BH is paramagnetic although all its electrons are paired, and GaH escapes the same fate mainly because its electron cloud is larger. In the unit of the susceptibility column, 10⁻⁶ cm³/mol, a small hydride such as HF has about −10 and a molecule of a dozen or so atoms, several of them heavy, about −100. If their atoms kept spherical clouds, BH and GaH would lie 20 to 30 units lower than they do. The standard explanation is an empty p orbital close in energy to a filled orbital with p character on the same atom.

Isotropic magnetisabilities and molar susceptibilities of neutral singlet molecules, computed with PySCF 2.14.0 at the non-relativistic B3LYP/cc-pVDZ level with GIAOs and density fitting. Each value is for one gas-phase conformer at its PBE0-D3(BJ)/def2-SVP geometry, without vibrational averaging; negative values mean diamagnetic.

```csv
system,formula,magnetisability (1e-30 J/T^2),susceptibility (1e-6 cm^3/mol)
[SiH3][Ge@H]([Cl])[GeH3],ClGe2H7Si,-1625.7,-97.90
[SiH3]C[SiH2]P[SiH3],CH11PSi3,-1572.2,-94.68
CC[O][GeH2][AsH2],C2H9AsGeO,-1478.8,-89.06
C1=[CH][GeH2][CH]=C1,C4H6Ge,-960.8,-57.86
C#P,CHP,-476.2,-28.68
FCl,ClF,-341.9,-20.59
F,FH,-163.3,-9.84
[GaH],GaH,-111.1,-6.69
[BH],BH,277.2,16.70
```

**What smooth behaviour would mean.** The magnetisability is the magnetic moment that a field induces in one molecule, and the susceptibility is the same quantity per mole. Additive schemes such as Pascal's constants give each atom its own diamagnetic share, which grows with the number of electrons and with the square of their distance from the nucleus. If the atoms stayed spherical, a molecule would respond equally to a field from any direction. Unequal responses therefore reveal a departure from the simple sum.

Linear molecules offer a clean reference. A field along the axis meets a cloud that is free to circulate round it, so this component is purely diamagnetic. For spherical atoms the two directions across the axis would give the same value, and so would the mean. The estimate is thus "mean equals axial component". It contains no adjustable constant, and no row was used to set it.

**The three large saturated molecules.** At the top of the table, the response hardly depends on direction: the principal values differ by less than a tenth of the mean. This is what additivity requires, though it is weak support, because bonds pointing in many directions also average out. The chain of silicon, carbon and phosphorus has only 74 electrons, yet it comes within about 3% of the germanium compound with 102. Inner electrons lie close to their nuclei and add little. So small a difference does not fix the order of these two molecules, given a small basis set, a single conformer for each, and germanium treated without relativity or spin–orbit coupling.

**The germole ring.** Here the response depends strongly on direction. A field perpendicular to the ring gives −76, while fields in the plane give about −49. A current of π electrons round the ring would make the perpendicular value more diamagnetic. The separate C=C bonds can open the same kind of gap from the other side, by making the in-plane values less diamagnetic, and Pascal's scheme accordingly gives such a bond a positive correction. The mean lies 9 units below the in-plane average, but that average already contains the paramagnetism of the bonds and is no estimate of the simple sum. The unequal responses thus show that the atoms are not spherical, but not whether the ring is more or less diamagnetic than its atoms would suggest.

**HCP and ClF.** ClF has four more electrons than HCP but is less diamagnetic by 8 units. Half of this difference is already present in the axial components, where the carbon and phosphorus cloud is the broader one. The other half is a larger break in ClF, whose mean lies 9.6 above its axial value, against 5.6 in HCP.

The main mechanism behind such breaks is Van Vleck paramagnetism. A field across the axis tries to turn the electron cloud about the field direction, and for p orbitals this turns σ into π and π into σ. If the turned orbital is empty and not far above the filled one, the field mixes the two. The resulting current strengthens the field instead of opposing it. The effect grows with the overlap between the turned orbital and the empty one, and it shrinks as the energy gap widens. In ClF the filled π* orbitals can turn into the empty σ* orbital of the weak bond. In HCP the shape of the cloud matters almost as much: of the difference between the responses across and along the axis, 3.5 units come from the shape and 4.9 from paramagnetism.

**HF.** This molecule is the control. Its fluorine atom has a nearly complete shell, so turning its p orbitals mostly leads to places that are already occupied. The gap between the highest filled and lowest empty orbital is also wide, about 12 eV. The estimate gives −9.5 and the calculation −9.8. This is not the agreement of two separate neutral atoms: the output shows a shape part of +1.8 and a remainder of −2.4, which nearly cancel. The cloud is close to a single sphere round fluorine, and for such a cloud the simple rule holds as well.

**GaH.** With more than three times as many electrons as HF, this molecule is nevertheless less diamagnetic. Its axial component of −27.5, against −9.5 in HF, shows that a small cloud is not the reason. Across the axis, however, the response is +3.7, and the mean becomes (−27.5 + 2 × 3.7)/3 = −6.7. The negative mean in the table hides a molecule that is paramagnetic in two directions out of three.

The reason is the electron structure of the heavy atom. Gallium keeps a lone pair in a σ orbital that points along the axis, while its two pπ orbitals are empty. A transverse field turns the p part of the lone pair straight into them, and the frontier gap is only about 4 eV. The calculation treats gallium without relativity or spin–orbit coupling, so the small positive value across the axis is less certain than the large break.

**BH.** Boron has the same lone pair and the same empty pπ orbitals, with almost the same gap. The estimate for the mean is the axial component, −11.5. Across the axis the computed response is +30.8, which gives (−11.5 + 2 × 30.8)/3 = +16.7. The simple rule is wrong here by 28 units and even in sign.

A departure from spherical atoms can also alter the diamagnetic part, and the quadrupole moment measures how much. In BH and GaH this shape effect would make the response across the axis more negative, by 3 and 7 units. It therefore works against the observed break. A positive component needs a paramagnetic current, and the calculation finds one; that it runs through the lone pair and the empty pπ orbitals is the standard explanation.

Why, then, does only BH have a positive mean? The paramagnetic terms across the axis are nearly equal, 51 in BH and 50 in GaH, with the centre of mass as origin. To cancel the diamagnetism in the mean, BH would need only 26, whereas GaH would need 60. Both molecules have the same kind of current, but gallium's larger cloud outweighs it. A somewhat weaker current helps: without the part that spherical atoms would also show, the paramagnetism across the axis is 45 in BH and 38 in GaH. The frontier gap does not explain this difference, as it is slightly narrower in GaH. The division into diamagnetic and paramagnetic terms depends on the origin, which in both hydrides lies close to the heavy atom; the total does not.

The sign for BH is well established, but its size responds strongly to the treatment of electron correlation and to the basis set, so +16.7 is best read as "clearly positive". The breaks of the linear molecules, and components for all nine, are in the output below. For a related molecule, the question to ask is whether a filled orbital with p character has an empty p partner at right angles on the same atom, a few electronvolts higher. If it has, a plain sum of atomic constants is likely to make the molecule too diamagnetic, unless the shape of the cloud or a ring current outweighs the effect.

Printed output of the fit:

```
Susceptibility along the inertial axes in 1e-6 cm^3/mol and spread of the principal values in percent of the mean:
                       row  electrons  axis a  axis c  spread in percent
  [SiH3][Ge@H]([Cl])[GeH3]        102   -96.8  -95.94              8.869
      [SiH3]C[SiH2]P[SiH3]         74  -95.73  -93.44              4.133
         CC[O][GeH2][AsH2]         94  -91.57   -86.1              8.121
      C1=[CH][GeH2][CH]=C1         62  -48.19  -76.08               48.2
                       C#P         22  -34.29  -25.88              29.34
                       FCl         26  -30.21  -15.78              70.12
                         F         10  -9.479  -10.02              5.444
                     [GaH]         32  -27.48   3.706              466.1
                      [BH]          6  -11.54   30.81              253.7
Break (mean less axial value) for HCP ClF HF GaH BH in 1e-6 cm^3/mol: 5.609, 9.623, -0.361, 20.79, 28.24
Part of across less along that comes from cloud shape for HCP ClF HF GaH BH in 1e-6 cm^3/mol: 3.547, 1.255, 1.828, -6.644, -2.94
Rest of across less along (paramagnetism beyond spherical atoms) for HCP ClF HF GaH BH in 1e-6 cm^3/mol: 4.867, 13.18, -2.364, 37.83, 45.29
Gap between frontier orbitals for HCP ClF HF GaH BH in eV: 6.417, 5.789, 11.66, 3.826, 3.944
BH diamagnetic term across the axis in 1e-6 cm^3/mol: -20.3
GaH diamagnetic term across the axis in 1e-6 cm^3/mol: -45.88
BH paramagnetic term across the axis in 1e-6 cm^3/mol: 51.11
GaH paramagnetic term across the axis in 1e-6 cm^3/mol: 49.59
BH paramagnetic term at which the mean would be zero in 1e-6 cm^3/mol: 26.06
GaH paramagnetic term at which the mean would be zero in 1e-6 cm^3/mol: 59.63
ClF less HCP in the mean in 1e-6 cm^3/mol: 8.09
ClF less HCP in the axial value in 1e-6 cm^3/mol: 4.076
ClF less HCP in the break in 1e-6 cm^3/mol: 4.014
Germole out-of-plane value less in-plane average in 1e-6 cm^3/mol: -27.33
Germole mean less in-plane average in 1e-6 cm^3/mol: -9.112
Difference of the first two rows in percent of the first: 3.289
```
